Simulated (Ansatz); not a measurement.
Sb3Pb: smearing entropy term against volume per atom

Kohn-Sham gap and band edges on the k mesh of a periodic cell at fixed atoms; k points in fractions of the reciprocal cell vectors; the gap counts as zero where a band crosses the Fermi level or it is under half the smearing width; plane waves with PAW datasets, Gamma-centred k mesh. The results are calculated, by Ansatz 0.2.0.

Cell of the first row (space group Im-3m, No. 229):
```
CELL_PARAMETERS angstrom
-3.01840 3.01840 3.01840
3.01840 -3.01840 3.01840
3.01840 3.01840 -3.01840
ATOMIC_POSITIONS crystal
Sb 0.00000 0.50000 0.50000
Sb 0.50000 0.00000 0.50000
Sb 0.50000 0.50000 0.00000
Pb 0.00000 0.00000 0.00000
```

Settings of every row: functional PBE; dispersion none; spin none; wave cutoff 420 eV; k mesh 10x10x10; occupations gaussian; smearing width 0.1 eV.

Limits: no spin-orbit coupling, which can matter with elements this heavy; the cell comes from a prototype or a list of computed structures and needn't be the stable phase.

| row | volume per atom (Å³) | smearing entropy term (meV/atom) |
| --- | --- | --- |
| 1 | 27.5 | -2.17 |
| 2 | 28.437 | -1.96 |
| 3 | 29.375 | -1.85 |
| 4 | 30.312 | -1.83 |
| 5 | 31.25 | -1.88 |
| 6 | 32.187 | -2.01 |
| 7 | 33.125 | -2.19 |
| 8 | 34.375 | ? |

Question: what smearing entropy term should row 8 give?

Worked fit of smearing entropy term. Take t = volume per atom − 30, in Å³. The shown rows have t = -2.5, -1.563, -0.625, 0.312, 1.25, 2.187, 3.125. Least squares give smearing entropy term = −1.83 + 0.0206 × t − 0.04456 × t² meV/atom; a straight line predicts inner rows, each left out in turn, worse (root mean square 0.12 against 0.013 meV/atom). The rows lie off it by -0.01, 0.01, 0.01, 0.00, -0.01, -0.01, 0.01. The withheld row has t = 4.375, so the fit gives −1.83 + 0.0206 × (4.375) − 0.04456 × (4.375)² = -2.59 meV/atom.

The calculation gave -2.42 meV/atom. The fit lies 0.17 meV/atom (7 % of the value, 29 % of the column's range) below it; its largest miss of a shown row is 0.01 meV/atom. This row lies beyond the range of the fit.
